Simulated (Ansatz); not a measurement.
**Pt: energy along a strain**

Pt, Im-3m, a = 3.168 Å (as given, not relaxed at this level: -6.5 GPa). This isn't the element's structure at ambient conditions. Ansatz: r2SCAN, PAW, 500 eV, Γ-centred 22×22×22 mesh on 1 atom, Gaussian smearing 0.15 eV; no spin polarisation. Cell vectors (Å): -1.584 1.584 1.584; 1.584 -1.584 1.584; 1.584 1.584 -1.584. The cell is strained by x per cent times the pattern (0 0 0 0 0 1) in the order xx yy zz yz xz xy (engineering shears), with fractional coordinates held. y is the free energy over the start, V0 = 15.904 Å³/atom. Symmetry makes y even in x.

```tsv
x (%)	y (meV/atom)
-2.00	?
-1.00	0.68
0.00	0.00
0.25	0.04
0.50	0.17
0.75	0.38
1.25	1.07
1.50	1.54
1.75	2.10
```

Question: Fit y = c2 x² + c4 x⁴ to the other rows, get the stiffness along the pattern, and predict the missing energy.

Answer: Least squares on the rows shown. y = 0.6796 x² + 0.002089 x⁴. The clamped-ion stiffness p·C·p = 2 × 6.796 eV × 160.2 / 15.904 Å³ = 137 GPa, which is C66 in these axes (C44 of the cubic crystal) (second derivative at the start, which stands under stress). At x = -2.00 the fit asked for gives 2.75 meV/atom. The run gave 2.74 meV/atom, so the fit is 0.01 meV/atom too high, a small miss on the scale of the series.

Spin–orbit coupling is left out, which can shift energies with elements as heavy as these.

The energy rises in every strained row and is almost purely quadratic, so this bcc platinum lattice resists the imposed shear with a stiffness of 137 GPa. The quartic term is a small correction, comparable to the rounding of the energies, and its positive sign is weak evidence of real stiffening.

The resistance probably comes largely from the nearest-neighbour contacts along the cube diagonals. This shear lengthens some and shortens others to first order; the linear energy changes cancel by symmetry, but the quadratic cost remains. With one atom per primitive cell there is no internal displacement to relax, so the clamped-ion value is also the relaxed-ion one for this strain.

A positive shear constant here doesn't make the bcc phase mechanically stable. Platinum's nearly filled d band favours fcc, and the usual weakness of bcc in such late transition metals lies in the tetragonal shear leading towards fcc, which leaves the diagonal contacts unchanged in length to first order and isn't probed by this strain.
